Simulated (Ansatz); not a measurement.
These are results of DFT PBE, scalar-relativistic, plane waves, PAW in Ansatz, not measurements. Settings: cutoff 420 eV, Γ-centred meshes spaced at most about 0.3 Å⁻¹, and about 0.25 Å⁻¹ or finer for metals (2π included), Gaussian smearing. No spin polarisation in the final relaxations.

Temperature and zero-point effects are left out.

Two relaxed structures of In₃S₂:

A.

Space group P4/mmm (No. 123). a = 6.254 Å, b = 6.254 Å, c = 4.942 Å, α = 90.00°, β = 90.00°, γ = 90.00°
```json
{"atom": "In", "site": "2e", "symmetry": "mmm.", "x": "0.0000", "y": "0.5000", "z": "0.5000"}
{"atom": "In", "site": "1b", "symmetry": "4/mmm", "x": "0.0000", "y": "0.0000", "z": "0.5000"}
{"atom": "S", "site": "2f", "symmetry": "mmm.", "x": "0.0000", "y": "0.5000", "z": "0.0000"}
```

B.

Space group P6/mmm (No. 191). a = 5.476 Å, b = 5.476 Å, c = 10.624 Å, α = 90.00°, β = 90.00°, γ = 120.00°
| atom | site | symmetry | x | y | z |
| --- | --- | --- | --- | --- | --- |
| In | 4h | 3m. | 0.3333 | 0.6667 | 0.7565 |
| In | 2e | 6mm | 0.0000 | 0.0000 | 0.7363 |
| S | 1b | 6/mmm | 0.0000 | 0.0000 | 0.5000 |
| S | 2c | -6m2 | 0.3333 | 0.6667 | 0.0000 |
| S | 1a | 6/mmm | 0.0000 | 0.0000 | 0.0000 |

**Question.** Which is lower in energy, and by how much?

**Answer.** A is lower, by 30 meV/atom. A has space group P4/mmm (No. 123), 38.7 Å³/atom and no gap on its mesh; B has space group P6/mmm (No. 191), 27.6 Å³/atom and no gap. Counting S atoms around In (those within 1.25 times the shortest such distance or 1.15 times the sum of covalent radii; a plus sign parts nearer from farther groups; the shortest distance is added where it is long for a bond; a slash parts the counts of unlike sites), A has In 2/8 from 4.0 Å and B has In 1/1+1. The lower one is the more open, so pressure narrows the difference. Even the lower one lies +0.17 eV/atom against the reference forms of the elements (uncorrected), so neither is stable at this level. In A, In on a site of symmetry mmm has 2 S at 2.47 Å and 2 In at 3.13 Å; In on a site of symmetry 4/mmm is surrounded by 4 In at 3.13 Å; S has 2 In at 2.47 Å. In B, around In on a site of symmetry 3m lie 1 S at 2.59 Å and 6 In at 3.16–3.17 Å; around In on a site of symmetry 6mm lie 1 S at 2.51 Å, 1 S at 2.80 Å and 6 In at 3.17 Å; around S on a site of symmetry 6/mmm lie 2 In at 2.51 Å; 2 more sites not described. Both come from invented guesses. A third cell relaxed alike, in P4/mmm, lies 119 meV/atom below the lower of the two.

In P4/mmm an odd number of electrons in the primitive cell allows no gap without spin; a larger cell or a magnetic state could open one. A magnetic state wasn't ruled out in cells without spin, among them P6/mmm. Cells relaxed within their symmetry can be saddle points.

The preference for A probably reflects its In–S bonding rather than its packing. Every sulfur there has two short contacts at 2.47 Å, whereas B stretches part of its In–S framework to 2.80 Å, a weak contact. B's denser indium layers, with six In neighbours per In, evidently don't make up for this. In both structures sulfur can't take up all the indium valence electrons, and those left over occupy In–In bonding and In 5s–5p band states, in keeping with the missing gaps.

The positive energy against the elements contrasts with the well-known exothermic formation of indium sulfides. The likely cause is the guessed geometries: sulfur sits in linear In–S–In links instead of its usual pyramidal or higher coordination, and one indium site in A has no sulfur within bonding range. The third cell, 119 meV/atom lower, shows that neither A nor B is the ground state at this composition, yet it too remains above the elements. The ordering of A and B therefore ranks two unfavourable bonding patterns and doesn't identify a likely structure for In₃S₂.
